Q: I want a feel for how stiff titanium dioxide is in its rutile form. How hard must one press to shrink it by one percent?

Rutile TiO₂ calculated with Ansatz 0.2.0: PBE without spin polarisation, PAW, plane-wave cutoff 420 eV, 6×6×10 k mesh, Gaussian smearing of 0.02 eV. At each fixed volume, the cell shape and atoms were relaxed within the rutile symmetry to forces below 0.01 eV/Å. Energies are relative to crystalline titanium and oxygen gas in the same functional.

```
volume (relaxed cell) (Å³/atom)  c/a (relaxed cell)  shortest distance (relaxed cell) (Å)  energy over elements (eV/atom)  pressure (GPa)
                          9.372              0.6538                                 1.884                          -2.890           35.72
                          9.692              0.6502                                 1.912                          -2.950           24.35
                         10.011              0.6465                                 1.933                          -2.989           14.77
                         10.331              0.6429                                 1.946                          -3.010            6.71
                         10.970              0.6331                                 1.968                          -3.011           -5.49
                         11.289              0.6273                                 1.975                          -2.995           -9.90
                         11.715              0.6186                                 1.980                          -2.963          -14.28
```

A: About 2 GPa, or some 20,000 atmospheres. Take the two cells on either side of zero pressure, at 10.331 and 10.970 Å³/atom. The bulk modulus K is the pressure change for a given relative change of the volume V:

K = −ΔP / Δln V = 12.2 GPa / 0.060 ≈ 203 GPa

One percent of that is the answer. Positive pressure P means that the cell is squeezed, negative pressure that it is held stretched.

Q: Those two cells have almost the same energy, −3.010 and −3.011 eV/atom. Aren't they practically the same state?

A: No, they lie on opposite walls of a valley. Pressure is minus the slope of energy against volume, so one cell pushes outward with 6.71 GPa while the other pulls inward with 5.49 GPa. Near the bottom the energy hardly changes and its last printed digit decides little, whereas the pressure runs steeply through zero. It therefore locates the resting crystal much better, at about 10.65 Å³/atom.

Q: Is the crystal equally stiff on both walls?

A: Far from it. The same quotient gives 339 GPa between the two smallest cells and 118 GPa between the two largest. Part of this is common to nearly all solids: the repulsion between ions that are pushed together rises steeply, while the attraction that holds them changes gently with distance. Squeezing climbs the steep side, and stretching leads towards the point where the bonds give way.

Q: If that is so general, could I measure a few compressed cells and calculate the stretched ones?

A: You can try it with the Birch–Murnaghan law. It treats the crystal as a spring in a strain f and adds one correction for the spring's changing stiffness:

f = [(V₀/V)^(2/3) − 1] / 2
E = E₀ + (9/2) V₀ B₀ f² [1 + (B′ − 4) f]

Here E₀ and V₀ are energy and volume at rest, B₀ is the bulk modulus there, and B′ tells how fast it grows with pressure. Minus the derivative of E with respect to V gives the pressure:

P = 3 B₀ f (1 + 2f)^(5/2) [1 + (3/2)(B′ − 4) f]

A least-squares fit to the four cells under positive pressure gives V₀ = 10.64 Å³/atom, B₀ = 209 GPa and B′ = 4.6. It follows those four closely, which is a weak test for a law with three adjustable constants. The largest cell, at 11.715 Å³/atom, took no part in the fit. Its strain is f = −0.031, so

P ≈ 3 × 209 × (−0.031) × 0.852 × 0.972 ≈ −16 GPa

The calculation finds −14.28 GPa. The law overstates the tension by about an eighth, and it errs in the same direction for the other two stretched cells. Stretched rutile gives way more easily than this law, fed with compressed cells alone, suggests. The size of the miss belongs partly to the law: another formula with three constants would be expected to miss by a different amount.

Q: What lets it give way?

A: The crystal can do more than grow like a photograph being enlarged. At each fixed volume the proportions of the cell and the positions of the atoms were free to adjust. Three of the runs show what this freedom is worth, because they began with the proportions of a neighbouring cell, and their pressure before any adjustment is known.

In the two smallest cells, the pressure change from the neighbour was only 3 to 5% larger before relaxation than after it. In the stretched cell at 11.289 Å³/atom it was 24% larger. If you had merely scaled the cell, you would have found a distinctly stiffer crystal under tension. In absolute terms, relaxation eased the pressure by 1.04 GPa in the stretched step, against 0.38 and 0.46 GPa in the compressed ones. The law was fitted to relaxed cells and so already contains the smaller easing; only the excess counts. Over the same stretched step its miss grows by 0.45 GPa. This is a single stretched case, but the effect has the right direction and roughly the right size to account for the failure of the law. A further term in the formula could also repair the fit, though it would not tell you what the atoms do.

Q: So what do the atoms do? The shortest distance almost stops growing at large volume, as if the bonds had locked.

A: One kind of bond nearly locks while the other keeps stretching. Each titanium atom has six oxygen neighbours. Four equatorial bonds link the titanium atoms into chains along the cell edge c, and two apical bonds point sideways, at right angles to the chains. The table lists only the shortest bond, but the shape of the cell yields the other kind. Half the diagonal of the square base, whose edge is a, is one apical bond plus the sideways reach of one equatorial bond:

a/√2 = d(apical) + √[d(equatorial)² − c²/4]

One must decide which kind is the shortest. I take the equatorial bonds, as is well known for rutile at rest, except in the two smallest cells, where I take the apical bonds. Only with this choice do the oxygen atoms shift steadily in one direction as the volume grows; it is an inference, since the table does not name the bond.

On this reading the apical bond grows by 13% from the smallest cell to the largest, the equatorial bond by only 4%. The apical bond lengthens by 0.25 Å, while half the diagonal grows by (4.844 − 4.414)/√2 = 0.30 Å. Most of the sideways growth is thus apical stretching. The chains lengthen much less, and that is why c/a falls: a grows by 9.7% and c by 3.8%, whichever way the bonds are assigned.

Q: Why doesn't the crystal share the stretch fairly among all six bonds?

A: Probably because fair sharing would cost more bonding. The strength of a bond drops quickly when a short bond is lengthened and more slowly when the bond is already long. For the same average length, a few long bonds and several short ones therefore add up to more bonding than six equal ones, which is a gain when the crystal is stretched and its ions are short of bonding. This is the usual bond-valence argument, and it fits the lengths found here, although the calculation does not split the energy bond by bond.

Under compression the advantage fades. Repulsion now dominates and penalises any bond that is much shorter than the rest. In the three smallest cells the two kinds lie within 0.02 Å of each other. That is compatible with the argument but weak support for it, because the difference is passing through zero there rather than settling at it. With little to gain from unequal bonds, one would expect relaxation to change the pressure only slightly, as it does in the two compressed runs.

The argument does not tell which bonds should give way. The apical ones also shorten faster under compression, until they are the shorter kind, so the chains seem to be stiffer for a reason of their own. Under compression, repulsion between like ions that sit close together within the chains is a plausible one. It would not explain why the chains also resist stretching: c changes by about 0.002 Å per GPa at both ends of the series. These runs leave that question open.

For another oxide, then, ask first whether its symmetry leaves the proportions of the cell or the positions of the atoms free to adjust. In magnesium oxide, with the rock-salt structure, all six bonds around an ion are equal by symmetry and the cell is a cube. As long as that symmetry holds, changing the volume leaves nothing to relax, and this extra softness is absent.

Q: Which of these numbers would you put into a design calculation?

A: I would use a bulk modulus of 200 GPa and allow 5% either way for the fit alone: all seven cells together give 198 GPa, the four compressed ones 209 GPa. These values belong to a motionless lattice. Heat and zero-point motion would expand a real crystal and soften it somewhat. The functional also has an error of its own, which the 5% does not cover: PBE tends to make oxide crystals slightly too large and too soft.

The energies are consistent with the pressures. Integrating the law fitted to all seven pressures reproduces the energies to better than 1 meV/atom, once a single constant is set. Their absolute level deserves less trust, since it is measured from the elements and this functional describes the oxygen molecule poorly. A better value for oxygen would move every energy by the same amount and leave the pressures, the stiffness and the resting volume as they are.

I would be most careful with the stretched cells. This functional is known to make one polar vibration of rutile too soft, especially when the crystal is expanded, and the runs kept the rutile symmetry throughout. A real sample under such tension might distort or crack first. The strongly compressed cells carry a similar limit, since real rutile is known to change into denser structures within their range of pressure. At both ends, the figures describe how the rutile structure would respond if it survived.
